Dear colleague,

The phonon peaks in your X-ray and electron spectra obey one formula, and the two probes differ only in the amplitude assigned to each atom. I derive it below and evaluate it for aluminium near (200). Throughout, $\mathbf Q=\mathbf k_i-\mathbf k_f$ and $\hbar\omega=E_i-E_f$, so $\omega>0$ is energy loss.

**Premises.** (i) The probe scatters once (first Born approximation). (ii) The electrons of the crystal stay in their ground state for the instantaneous nuclear positions. (iii) Each nucleus carries a spherical electron cloud rigidly; I lift this premise at small $Q$. (iv) The lattice is harmonic, periodic with $N$ cells of volume $v_c$, and in equilibrium at temperature $T$.

**1. Coupling.** Far above all absorption edges an X-ray couples through the $A^2$ term, and each electron scatters with the Thomson amplitude, of magnitude $r_e|\boldsymbol\epsilon_f^*\cdot\boldsymbol\epsilon_i|$ and phase $e^{i\mathbf Q\cdot\mathbf r}$. A fast electron sees the Coulomb potential energy $V$ of nuclei and electrons, with Born amplitude $-(\gamma m/2\pi\hbar^2)\int V e^{i\mathbf Q\cdot\mathbf r}d^3r$ at small angles, $\gamma$ being the Lorentz factor. The transform of $1/r$ is $4\pi/Q^2$ and $a_0=4\pi\varepsilon_0\hbar^2/me^2$, so the amplitude is $2\gamma/(a_0Q^2)$ times the transform of the total charge density in units of $e$. By (ii) the electron density operator is replaced by its ground-state value, and by (iii) this is a sum of form factors $f_d(Q)$ centred at $\mathbf R_l+\mathbf r_d+\mathbf u_{ld}$ (cell $l$, atom $d$, displacement $\mathbf u$). The golden rule gives

$$\frac{d^2\sigma}{d\Omega\,d\omega}=\frac{k_f}{k_i}\,C^2N\,S(\mathbf Q,\omega),\qquad NS=\sum_{i,f}P_i\,|\langle f|\hat A|i\rangle|^2\,\delta(\omega-\omega_{fi}),\tag{1}$$

$$\hat A(\mathbf Q)=\sum_{ld}g_d(Q)\,e^{i\mathbf Q\cdot(\mathbf R_l+\mathbf r_d+\mathbf u_{ld})}.$$

Here $i,f$ are vibrational states, $P_i$ is the Boltzmann weight, $\hbar\omega_{fi}$ is the energy the lattice gains, and $S$ is counted per cell. For X-rays $g_d=f_d$ and $C=r_e|\boldsymbol\epsilon_f^*\cdot\boldsymbol\epsilon_i|$. For electrons $g_d=(Z_d-f_d)/Q^2$ and $C=2\gamma/a_0$. In both cases $g_d$ is real, so $\hat A(-\mathbf Q)=\hat A^\dagger(\mathbf Q)$.

**2. Detailed balance.** Write (1) for $(-\mathbf Q,-\omega)$ and exchange the labels $i$ and $f$. The squared matrix element becomes $|\langle i|\hat A^\dagger|f\rangle|^2=|\langle f|\hat A|i\rangle|^2$, the delta function becomes $\delta(\omega-\omega_{fi})$, and the weight becomes $P_f=P_ie^{-\hbar\omega/k_BT}$. Hence

$$S(-\mathbf Q,-\omega)=e^{-\hbar\omega/k_BT}S(\mathbf Q,\omega),\tag{2}$$

which needs equilibrium and not harmonicity.

**3. Correlation function.** Insert $\delta(x)=(2\pi)^{-1}\int e^{ixt}dt$, absorb $e^{-i\omega_{fi}t}$ into $\hat A^\dagger(t)=e^{iHt/\hbar}\hat A^\dagger e^{-iHt/\hbar}$, and sum over $f$:

$$NS=\frac1{2\pi}\int dt\,e^{i\omega t}\langle\hat A^\dagger(t)\hat A(0)\rangle .\tag{3}$$

**4. Normal modes.** I put only the cell vector in the phase of the mode:

$$\mathbf u_{ld}(t)=\sum_{\mathbf qj}\sqrt{\frac{\hbar}{2NM_d\omega_{\mathbf qj}}}\left[\mathbf e_d(\mathbf qj)\,e^{i\mathbf q\cdot\mathbf R_l-i\omega_{\mathbf qj}t}a_{\mathbf qj}+\text{h.c.}\right],$$

with $\sum_d|\mathbf e_d|^2=1$. Real force constants give $\omega_{-\mathbf qj}=\omega_{\mathbf qj}$ and allow the choice $\mathbf e_d(-\mathbf qj)=\mathbf e_d^*(\mathbf qj)$.

**5. Thermal average.** Let $X=\alpha a^\dagger+\beta a$ for one mode. The commutator of the two parts is a number, so $e^X=e^{\alpha a^\dagger}e^{\beta a}e^{\alpha\beta/2}$. Only diagonal terms survive the trace, and the geometric distribution of quanta gives $\langle a^{\dagger m}a^m\rangle=m!\,n^m$ with $n=1/(e^{\hbar\omega/k_BT}-1)$. Therefore $\langle e^X\rangle=e^{\alpha\beta/2}\sum_m(\alpha\beta n)^m/m!=e^{\alpha\beta(n+1/2)}=e^{\langle X^2\rangle/2}$. Independent modes multiply, so this holds for any linear form. For two of them $e^Xe^Y=e^{X+Y}e^{[X,Y]/2}$, and the exponent $\tfrac12\langle(X+Y)^2\rangle+\tfrac12[X,Y]$ equals $\tfrac12\langle X^2\rangle+\tfrac12\langle Y^2\rangle+\langle XY\rangle$. With $X=-i\mathbf Q\cdot\mathbf u_{l'd'}(t)$ and $Y=i\mathbf Q\cdot\mathbf u_{ld}(0)$,

$$\langle e^Xe^Y\rangle=e^{-W_{d'}-W_d}\exp\langle\mathbf Q\cdot\mathbf u_{l'd'}(t)\;\mathbf Q\cdot\mathbf u_{ld}(0)\rangle,\qquad W_d=\tfrac12\langle(\mathbf Q\cdot\mathbf u_{ld})^2\rangle .\tag{4}$$

Expanding the last exponential yields Bragg scattering at order zero and the one-phonon term at order one.

**6. One-phonon term.** With $\langle aa^\dagger\rangle=n+1$ and $\langle a^\dagger a\rangle=n$ the correlator in (4) is

$$\sum_{\mathbf qj}\frac{\hbar}{2N\omega_{\mathbf qj}\sqrt{M_dM_{d'}}}\left[B\,(n+1)\,e^{-i\omega_{\mathbf qj}t}+B^*\,n\,e^{i\omega_{\mathbf qj}t}\right],\quad B=(\mathbf Q\cdot\mathbf e_{d'})(\mathbf Q\cdot\mathbf e_d^*)\,e^{i\mathbf q\cdot(\mathbf R_{l'}-\mathbf R_l)} .$$

In the $n$ term rename $\mathbf q\to-\mathbf q$, which turns $B^*$ into $B$. In (3) this is multiplied by $g_{d'}g_d\,e^{i\mathbf Q\cdot(\mathbf R_l+\mathbf r_d-\mathbf R_{l'}-\mathbf r_{d'})}$. The sums over $d,d'$ form an absolute square, the time integral gives delta functions, and the cell sums give $|\sum_le^{i(\mathbf Q-\mathbf q)\cdot\mathbf R_l}|^2$. This is sharply peaked where $\mathbf Q-\mathbf q$ is a reciprocal lattice vector $\mathbf G$, and its sum over the $N$ allowed $\mathbf q$ is $N^2$ for any $\mathbf Q$, because $\sum_{\mathbf q}e^{i\mathbf q\cdot(\mathbf R_{l'}-\mathbf R_l)}=N\delta_{ll'}$. The $1/N$ of the modes leaves one factor $N$, which matches the left side of (3):

$$S_1(\mathbf Q,\omega)=\sum_j|F_j|^2\frac{\hbar}{2\omega_{\mathbf qj}}\left[(n+1)\,\delta(\omega-\omega_{\mathbf qj})+n\,\delta(\omega+\omega_{\mathbf qj})\right],\tag{5}$$

$$F_j=\sum_d\frac{g_d(Q)\,e^{-W_d}}{\sqrt{M_d}}\;\mathbf Q\cdot\mathbf e_d^*(\mathbf qj)\;e^{i\mathbf Q\cdot\mathbf r_d},\qquad\mathbf q=\mathbf Q-\mathbf G .$$

If your lattice-dynamics code puts $e^{i\mathbf q\cdot(\mathbf R_l+\mathbf r_d)}$ in the mode, replace $e^{i\mathbf Q\cdot\mathbf r_d}$ by $e^{i\mathbf G\cdot\mathbf r_d}$. Since $F_j(-\mathbf Q)=-F_j^*(\mathbf Q)$, $S_1$ is even in $\mathbf Q$, and $(n+1)/n=e^{\hbar\omega_{\mathbf qj}/k_BT}$ reproduces (2) line by line. The loss line creates the phonon $\mathbf q$ and the gain line absorbs $-\mathbf q$.

**7. Electrons at small $Q$.** For a neutral rigid atom $Z-f\to Q^2\langle r^2\rangle/6$, with $\langle r^2\rangle$ summed over its electrons, so $g$ stays finite. For a rigid ion of charge $z$, $g\to z/Q^2$. Neither limit is right in an insulating crystal, where charge flows between atoms as they move and the long-range field is screened. Drop premise (iii) for $\mathbf G=0$ and $Q$ far inside the first zone, where $e^{-W_d}$ and $e^{i\mathbf Q\cdot\mathbf r_d}$ tend to one. The Born charge tensor gives the polarisation at zero macroscopic field, $P_\alpha=(e/v_c)\sum_{d\beta}Z^*_{d,\alpha\beta}u_{d\beta}$, and the electrons respond to the field through $\boldsymbol\varepsilon_\infty$, so $\mathbf D=\varepsilon_0\boldsymbol\varepsilon_\infty\mathbf E+\mathbf P$. Transform with $\int d^3r\,e^{i\mathbf Q\cdot\mathbf r}$, under which $\nabla\to-i\mathbf Q$. Without retardation $\mathbf E=i\mathbf Q\phi$, and without free charge $\mathbf Q\cdot\mathbf D=0$, so $\phi=i\mathbf Q\cdot\mathbf P/(\varepsilon_0\mathbf Q\cdot\boldsymbol\varepsilon_\infty\cdot\mathbf Q)$. The total induced charge is $\varepsilon_0Q^2\phi$, where $\mathbf P(\mathbf Q)=e\sum_{ld}\mathbf Z^*_d\cdot\mathbf u_{ld}\,e^{i\mathbf Q\cdot\mathbf R_l}$. In the rigid picture the charge linear in $\mathbf u$ was $ie(Z_d-f_d)\mathbf Q\cdot\mathbf u_{ld}\,e^{i\mathbf Q\cdot\mathbf R_l}$ per atom. Comparing the two,

$$F_j\to\frac{\mathbf Q\cdot\mathbf p_j}{\mathbf Q\cdot\boldsymbol\varepsilon_\infty\cdot\mathbf Q},\qquad\mathbf p_j=\sum_d\frac{\mathbf Z^*_d\cdot\mathbf e_d^*}{\sqrt{M_d}} .\tag{6}$$

The amplitude grows as $1/Q$ and the intensity as $1/Q^2$, for modes whose dipole $\mathbf p_j$ has a component along $\mathbf Q$. Acoustic modes drop out at this order: $\mathbf e_d\propto\sqrt{M_d}$ with a common direction, and $\sum_d\mathbf Z^*_d=0$ because a rigid translation does not polarise the crystal. In a cubic crystal the denominator is $\varepsilon_\infty Q^2$ and only polar LO modes remain. For two atoms with charges $\pm Z^*$, the LO vectors of length $\sqrt{M_2/(M_1+M_2)}$ and $-\sqrt{M_1/(M_1+M_2)}$ along $\mathbf Q$ give $|F|^2=Z^{*2}/(\mu\,\varepsilon_\infty^2Q^2)$ with $\mu$ the reduced mass. In lower symmetry, polar modes of mixed character also appear. X-rays see the electrons alone and their amplitude has no $1/Q^2$ prefactor, so $F_j$ vanishes linearly in $Q$. Aluminium has one atom per cell and metallic screening. A Thomas–Fermi estimate gives $g=z/(Q^2+k_s^2)$ with screening wavevector $k_s$, and no dipole peak exists.

**8. Range of validity.** Equation (5) needs single scattering, phonon linewidths small against $\omega_{\mathbf qj}$, and $2W\ll1$ if the multiphonon background is to be ignored. For X-rays it needs photon energies far above the edges and a setting off the exact Bragg condition. For electrons it needs a specimen so thin that Bragg beams stay weak. A slab of thickness $t$ at the Bragg condition diffracts an amplitude $\lambda F_Gt/V$, with $F_G$ the elastic structure amplitude of a cell of volume $V$, so $t\ll V/\lambda F_G$. In thicker foils amplitudes belonging to different $\mathbf G$ interfere. Equation (6) holds in the bulk of an insulator for $\omega\sqrt{\varepsilon_\infty}/c\ll Q\ll2\pi/a$, with $a$ the lattice constant.

**9. Aluminium near (200).** I take $T=300$ K, an approximate $a=4.05$ Å and $M=26.98$ u, so $2\pi/a=1.551$ Å$^{-1}$, $v_c=a^3/4=16.61$ Å$^3$, $\rho=M/v_c=2698$ kg m$^{-3}$ and $k_BT=25.9$ meV. For small $\mathbf q$ along a cube axis elasticity gives $\rho\omega^2=C_{11}q^2$ for $\mathbf e\parallel\mathbf q$ and $\rho\omega^2=C_{44}q^2$ for the two transverse modes. The compiled room-temperature values $C_{11}=106.75$ GPa and $C_{44}=28.34$ GPa (Blaschke) give 6.29 and 3.24 km/s.

In units of $2\pi/a$, take point A at $(2.1,0,0)$ and point B at $(2,0.1,0)$, both with $q=0.155$ Å$^{-1}$. At A, $\mathbf q\parallel\mathbf Q$ and only LA scatters. At B, $\mathbf q\parallel y$: the TA mode along $x$ has $\mathbf Q\cdot\mathbf e=G$, the TA mode along $z$ is dark, and LA has $\mathbf Q\cdot\mathbf e=q$.

Cubic symmetry gives $2W=Q^2\langle u_x^2\rangle$ with $\langle u_x^2\rangle=(\hbar/2M)\int D(\omega)(2n+1)\,\omega^{-1}d\omega$ and $\int D\,d\omega=1$. For the Debye spectrum $D=3\omega^2/\omega_D^3$ with $\hbar\omega_D=k_B\Theta$,

$$\langle u_x^2\rangle=\frac{3\hbar^2}{Mk_B\Theta}\left[\frac14+\frac{T^2}{\Theta^2}\int_0^{\Theta/T}\frac{x\,dx}{e^x-1}\right]=0.0093\ \text{Å}^2$$

for the compiled $\Theta=428$ K (Wikipedia). As approximate free-atom form factors I use $f=8.35$ at A and $8.50$ at B, so $Z-f=4.65$ and $4.50$. The X-rays are polarised normal to the scattering plane ($C^2=r_e^2=0.0794$ b), the electrons have 100 keV ($\gamma=1.196$, $\lambda=0.0370$ Å), and $k_f/k_i=1$ for both. The area of a loss line per atom is $d\sigma/d\Omega=(Cg)^2s$ with $s=e^{-2W}(\mathbf Q\cdot\mathbf e)^2(\hbar/2M\omega)(n+1)$.

| | A, LA | B, TA |
|---|---|---|
| $\hbar\omega$ (meV) | 6.4 | 3.3 |
| $n+1$ | 4.5 | 8.3 |
| loss/gain ratio | 1.28 | 1.14 |
| $(\mathbf Q\cdot\mathbf e)^2$ (Å$^{-2}$) | 10.61 | 9.63 |
| $\hbar/2M\omega$ (Å$^2$) | 0.0121 | 0.0234 |
| $e^{-2W}$ | 0.91 | 0.91 |
| $s$ | 0.53 | 1.7 |
| X-rays, $d\sigma/d\Omega$ (b/sr) | 2.9 | 9.8 |
| electrons, $Cg$ (Å) | 2.0 | 2.1 |
| electrons, $d\sigma/d\Omega$ (Å$^2$/sr) | 2.1 | 7.6 |

At B the LA loss line has $7\times10^{-4}$ of the TA area, and the electron cross section is $8\times10^{7}$ times the X-ray one.

The neglected terms limit these numbers to two figures. Coupling between nearest (200) planes, spaced $a/2$, makes $\omega\propto\sin(qa/4)$ and lowers $\omega$ by 0.4 per cent, and more distant planes can enlarge this. Adiabatic and isothermal $C_{11}$ differ by $T\alpha^2(C_{11}+2C_{12})^2/c_V$. With the compiled $\alpha=23.1\times10^{-6}$ K$^{-1}$ (Kaye and Laby), $C_{12}=60.41$ GPa (Blaschke) and the Dulong–Petit $c_V=3k_B/v_c$ this is 3.3 GPa, or 3 per cent. A terahertz phonon need follow neither constant, so the LA intensity, nearly proportional to $1/C_{11}$, is uncertain by about that much, while $C_{44}$ is unaffected. A 20 per cent rise of $\langle u_x^2\rangle$ lowers $e^{-2W}$ at A by 2 per cent. The valence part of $f$, typically of order 0.1 electron here, need not move rigidly, and a shift of 0.1 at B changes the X-ray intensity by 2 and the electron intensity by 4 per cent.

For the two-phonon background, the quadratic term of (4) at $t=0$ is half the convolution of the one-phonon weight with itself. For $\hbar\omega\ll k_BT$, $(2n+1)\hbar/2\omega\to k_BT/\omega^2$, so loss plus gain at B, without the common $e^{-2W}$, is $K/q^2$ with $K=k_BTG^2/(v_cC_{44})$. Using this form in all directions as an estimate, with $N^{-1}\sum_{\mathbf k}\to v_c(2\pi)^{-3}\int d^3k$ and $\int d^3k/(k^2|\mathbf k-\mathbf q|^2)=\pi^3/q$, the two-phonon weight is $v_cK^2/16q$. Its ratio to the one-phonon weight is $k_BTG^2q/(16\,C_{44})$, about 1 per cent, spread over a broad band of energy.

The electron entries face the strictest limit. For the cubic cell $F_{200}=4\,Cg\,e^{-W}=8.1$ Å with $f=8.50$, so $a^3/\lambda F_{200}=22$ nm. With (200) at the Bragg condition, this model's values of 2.1 and 7.6 Å$^2$/sr per atom apply only to foils a few nanometres thick, whereas its X-ray values of 2.9 and 9.8 b/sr can be used directly once your resolution in $\mathbf Q$ is folded with the approximately $1/q^2$ fall of $s$.